**Which setting decides the gap of a RuBr2 sheet**

It seems natural that a calculation gets better evenly as it gets dearer, so that a low cutoff or a small basis spoils the band gap and a more careful run repairs it. For this sheet the steps are very uneven. Changing cutoff or basis moves the PBE gap by about 0.01 eV, a poor choice of k points by 0.1 to 0.2 eV, and the change from PBE to r2SCAN by about 0.5 eV. The semi-empirical methods PM6 and PM7, which give a Hartree-Fock-type gap, lie about 3 eV above PBE. These four sizes tell where effort pays.

Single-point band gaps of a RuBr2 sheet, periodic along a and b, at the r2SCAN geometry, without spin polarisation or spin-orbit coupling. PBE uses PAW, with plane waves to 420 eV and a 12×12×1 k mesh (coarse: 260 eV, 6×6×1; sz orbitals: 6×6×1), plus k points near the PBE band edges. GFN1-xTB and GFN2-xTB use a 3×3×1 cluster of cells at the zone centre.

```csv
name,kind,band gap (eV),atoms computed,"rough processor time, order of size (s)"
GFN1-xTB tblite,tight binding,1.217,27,0.8
GFN2-xTB tblite,tight binding,0.766,27,1
PBE coarse-settings,low cutoff and mesh,1.079,3,3
PBE sz-orbitals,small basis,1.063,3,7
PBE,semilocal,1.072,3,10
PM6,semi-empirical,3.805,27,10
PM7,semi-empirical,4.102,27,20
r2SCAN,semilocal,1.533,3,30
```

**Why a low cutoff does so little harm**

The three PBE rows span 16 meV, although the total energy of the coarse run lies 1.2 eV per cell above that of the full run. A gap is the difference between two levels, the highest filled and the lowest empty one, and an error that both share drops out. In the coarse run the two edges shift by −34 and −27 meV, so only 7 meV is left in the gap. The total energy has no such partner to cancel against: it adds up what the coarse description does to all the electrons.

The small basis also comes close to the full PBE gap. Its levels are shown only at a few points taken from the PBE run, however, so a search for its own band edges could find a somewhat narrower gap. It probably profits from a similar kinship of the two edges. In the usual ligand-field picture, Ru(II) surrounded by six Br has six d electrons, which fill the three lower d levels and leave the two upper ones empty. Both edges would then be largely Ru 4d, which even a minimal basis contains. That character is an inference from chemistry, not from a projection of the bands. Where an empty band is spread out between the atoms, a minimal basis can fail badly.

**Why the k points matter more**

A mesh of k points serves two tasks that differ in difficulty. The electron density is an average over all k, and in an insulator such an average settles quickly as the mesh is refined. A band edge is an extreme value at one place, and a mesh that steps over this place cannot see it. The coarse row gives a good gap because the bands were also computed at points close to the PBE edges; its bare 6×6 mesh would give a gap 164 meV too wide. The bare 12×12 mesh of the full PBE run errs by only 17 meV.

The size of this error follows from the shape of the band. Let $x$ be the position on the line from the zone centre to the point M, in fractions of a reciprocal lattice vector, and $x_0$ the place of the lowest empty level. Near a smooth minimum the energy rises with the square of the distance,

$$E(x) = E(x_0) + A\,(x-x_0)^2 ,$$

where $A$ measures the curvature. The search found $x_0 = 0.2266$, which lies between the point $1/4$ of the 12×12 mesh and the point $1/6$ of the 6×6 mesh.

The distances are $0.2500-0.2266=0.0234$ for the fine mesh and $0.2266-0.1667=0.0599$ for the coarse one. Their ratio is about 2.6, and its square about 6.5. The outputs do not name the mesh point that holds the lowest empty level; for both meshes it is assumed to be the nearest one. The fine mesh puts the empty edge 16.5 meV too high, so the coarse mesh should put it too high by

$$16.5\ \text{meV}\times\left(\frac{0.0599}{0.0234}\right)^2 \approx 108\ \text{meV}.$$

The calculation gives 113 meV, a value that did not enter the estimate. The rest of the coarse mesh's error, $164-113=51$ meV, comes from the filled edge.

The close match should not be taken too literally, because $x_0$ is known only to the spacing of the search and the estimate reacts strongly to it. Turned round, the test is firmer: the two errors together place a parabolic minimum at 0.2270, close to where the search found it. An edge that rose in proportion to distance would have to lie at 0.2394. The printed output after this text holds both versions. The practical rule is that the error of a mesh grows with the square of the distance by which it passes the band edge, so a denser mesh helps only if one of its points comes closer.

**What this means for tight binding**

The two xTB methods were run on a cluster of 3×3 cells at the zone centre, which sees the same k points as a 3×3 mesh of the small cell. On the line to M its nearest point to the PBE minimum is $1/3$, farther away than either point used above. All points of the 3×3 mesh also belong to the 6×6 mesh, so with the PBE bands it would make the gap too wide by at least the 164 meV found there. The parabola, stretched beyond its tested range, suggests a few tenths of an eV. For xTB, which has bands of its own, this is an order of size only.

GFN1-xTB lies 0.145 eV above PBE, which is less than the possible sampling error, so its closeness is no sign of accuracy. Both xTB methods were also fitted to molecules, and their gaps for solids can be far off. GFN2-xTB already lies 0.306 eV below PBE. Extra k points can only find higher filled levels and lower empty ones, so for given bands they can narrow a gap but not widen it. Unless the bands themselves change with the sampling, more k points would therefore leave GFN2-xTB where it is or take it farther from PBE.

**Why the functional makes the larger step**

On the same cell r2SCAN gives a gap 0.461 eV wider than PBE, or 43 percent of the PBE value. A change of geometry is thus excluded as the cause. The detailed output of the r2SCAN run is not shown, so it is not known whether its band edges were searched for beyond the mesh. If they were not, a bare 6×6 mesh could account for roughly 164 meV of the step, judged by the PBE bands, and the larger part would remain. Theory offers a reason: in PBE one local potential acts on filled and empty orbitals alike, whereas r2SCAN also depends on the kinetic energy density, and so on how strongly the orbitals vary in space. Its effective potential can therefore treat the two kinds of orbital differently, and this commonly widens the gap. No refinement of cutoff or mesh within PBE can supply this.

PBE usually gives gaps that are too small, so the step goes in the direction expected of an improvement. How much of the way it goes cannot be settled by agreement among settings of one functional. Spin-orbit coupling, which is left out, can shift the levels of a 4d metal by roughly 0.1 eV. The sheet was also treated as non-magnetic from the start. A comparison with experiment to within 0.1 eV would have to deal with both before the functional is blamed. If the gap is measured with light, the attraction between the excited electron and the hole it leaves must be counted too, since it is strong in a thin sheet and lowers the measured value.

**Why PM6 and PM7 overshoot**

PM6 and PM7 give gaps 3.5 and 3.8 times that of PBE. In a Hartree-Fock-type scheme a filled orbital does not repel itself, because exchange cancels that part, while an empty orbital feels the repulsion of all the electrons present. The empty levels are therefore pushed far up. In a real solid the other electrons rearrange around an added charge and screen it, which brings the levels closer together again; the orbital gap leaves this out. Both methods were also run on clusters of 27 atoms, whose few k points may widen the gap further, though hardly by the whole excess. Such a gap should not be taken at face value, even for a rough sorting into narrow and wide.

**Choosing by purpose**

For a first sorting in which a shift as large as the step to r2SCAN, about half an eV, is tolerable, PBE at coarse settings serves for a sheet like this one, provided the band edges are searched for on a finer set of k points. The error against the real gap may be larger than that step. Here the search matters more than a higher cutoff. If the decision turns on a few tenths of an eV, the choice of functional matters more than cutoff, basis or a further refined mesh, and a run with r2SCAN teaches more than a further refinement of PBE. The difference between the two answers then warns how far the result depends on the functional, but it is no upper limit to the error.

Relaxing the structure is a different matter. The coarse run gives a force on Br of 0.066 eV/Å where the full PBE run gives 0.104 eV/Å, a difference of about 0.04 eV/Å. A percentage would mean little here, because forces pass through zero at the relaxed structure. The difference itself is larger than the 0.01 to 0.02 eV/Å at which relaxations are often stopped. A force is the slope of the total energy as an atom moves: a constant error drops out, but any part that changes with position remains. Cutoff and mesh were changed together, so their shares are not separated here. Settings that are good enough for the gap should therefore not be carried over to a relaxation untested.

Cost hardly restricts the choice for a cell of three atoms. As orders of size, a single point takes a few seconds with coarse PBE, ten with full PBE and a few tens with r2SCAN. At that price it is sensible to run both functionals and to save on the cutoff only when many sheets are to be sorted by gap.

Printed output of the fit:

```
Gap against the full PBE row:
                  row  difference in eV   ratio
      GFN1-xTB tblite             0.145   1.135
      GFN2-xTB tblite            -0.306  0.7146
  PBE coarse-settings             0.007   1.007
      PBE sz-orbitals            -0.009  0.9916
                  PBE                 0       1
                  PM6             2.733   3.549
                  PM7              3.03   3.826
               r2SCAN             0.461    1.43
Spread of the three PBE rows (meV): 16
Step from PBE to r2SCAN (eV): 0.461
Step from PBE to r2SCAN (percent of PBE gap): 43
Gap too wide on the bare 6x6 mesh, coarse row (meV): 164.3
Gap too wide on the bare 12x12 mesh, PBE row (meV): 17.06
Conduction edge missed by 12x12 mesh (meV): 16.5
Conduction edge missed by 6x6 mesh, computed (meV): 113.4
The same predicted from 12x12 by a parabola (meV): 107.7
The same predicted from 12x12 by a linear edge (meV): 42.16
Place of minimum found by the search (fraction): 0.2266
Place implied by the two misses, parabola (fraction): 0.227
Place implied by the two misses, linear edge (fraction): 0.2394
Order of size of conduction edge missed by a 3x3 cluster, PBE parabola (eV): 0.3424
Valence edge, coarse less full PBE (meV): -33.61
Conduction edge, coarse less full PBE (meV): -26.7
Total energy, coarse less full PBE (eV per cell): 1.204
Force on Br, coarse (eV/A): 0.06557
Force on Br, full PBE (eV/A): 0.1043
Force on Br, coarse lower by (percent): 37.15
```
